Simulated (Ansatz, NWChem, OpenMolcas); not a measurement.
Computed against measured: atomisation enthalpy at 298 K

6 molecules; the atomisation enthalpy at 298 K in kJ/mol, computed less measured. Shapes, held fixed at every level: PBE0-D4/def2-TZVP. Flexible molecules stand in one conformer, not always the lowest. Thermal terms are harmonic and unscaled (PBE0-D4/def2-TZVP); the spin-orbit lowering of the free atoms is taken from their spectra. Programs: Ansatz 0.2.0, NWChem 7.3.0, OpenMolcas 26.06. Measured values: Active Thermochemical Tables, CRC Handbook of Chemistry and Physics, NIST-JANAF tables.

Levels: A = HF/cc-pVTZ; B = r2SCAN/cc-pVTZ; C = B3LYP/cc-pVTZ; D = BCCD(T)/cc-pVTZ.

```json
{"molecule": "HBr (hydrogen bromide)", "from tabulated heats": "366", "A": "-121", "B": "-3", "C": "-8", "D": "-6"}
{"molecule": "CS2 (carbon disulfide)", "from tabulated heats": "1154", "A": "-494", "B": "+27", "C": "-24", "D": "-66"}
{"molecule": "AsH3 (SMILES [AsH3])", "from tabulated heats": "890", "A": "-311", "B": "-15", "C": "-1", "D": "-23"}
{"molecule": "CH3N (methanimine)", "from tabulated heats": "1755", "A": "-589", "B": "-16", "C": "+6", "D": "-60"}
{"molecule": "SiH4 (silane)", "from tabulated heats": "1288", "A": "-286", "B": "-9", "C": "-1", "D": "-23"}
{"molecule": "N2H4 (hydrazine)", "from tabulated heats": "1721", "A": "-723", "B": "-31", "C": "+11", "D": "-78"}
```

(1) Which level does best on this set, which worst, and which err to one side?

Results:

(1) 
```json
{"level": "HF/cc-pVTZ", "kind": "Hartree–Fock", "mean error": "-420.7", "mean absolute error": "420.7", "worst case": "N2H4"}
{"level": "r2SCAN/cc-pVTZ", "kind": "meta-GGA", "mean error": "-7.8", "mean absolute error": "16.8", "worst case": "N2H4"}
{"level": "B3LYP/cc-pVTZ", "kind": "global hybrid", "mean error": "-2.8", "mean absolute error": "8.5", "worst case": "CS2"}
{"level": "BCCD(T)/cc-pVTZ", "kind": "coupled cluster or CI", "mean error": "-42.7", "mean absolute error": "42.7", "worst case": "N2H4"}
```

On this set B3LYP/cc-pVTZ has the smallest mean absolute error and HF/cc-pVTZ the largest. HF/cc-pVTZ is too low in 6 of 6; r2SCAN/cc-pVTZ is too low in 5 of 6; B3LYP/cc-pVTZ is too low in 4 of 6; BCCD(T)/cc-pVTZ is too low in 6 of 6. Hartree–Fock lacks correlation and underbinds. Correlated wave functions converge slowly with the basis. Relativity is left out for As, Br. Outer-core shells of As, Br are correlated, in sets that cover them unevenly. The set is small.

The Hartree–Fock deficit follows the correlation energy gained when electrons pair up in bonds, so it is smallest for HBr, with its single bond, and largest for N2H4. Bond count alone does not set the order: AsH3 has one bond fewer than SiH4 yet a slightly larger deficit (-311 against -286), probably because its lone pair also contributes. The coupled-cluster residuals are far smaller and broadly follow the same order, though CS2 and methanimine change places. This suggests that they are mostly missing pair correlation rather than a failure of the coupled-cluster treatment, so B3LYP's lead is no evidence of a better description of bonding.

B3LYP's small mean error also owes much to cancellation between overbound N2H4 and methanimine and underbound CS2. CS2 separates the functionals most clearly, at +27 with r2SCAN and -24 with B3LYP, possibly because exact exchange weakens the description of its delocalised π bonding. Methanimine shows the opposite shift, so no general rule for multiple bonds follows.
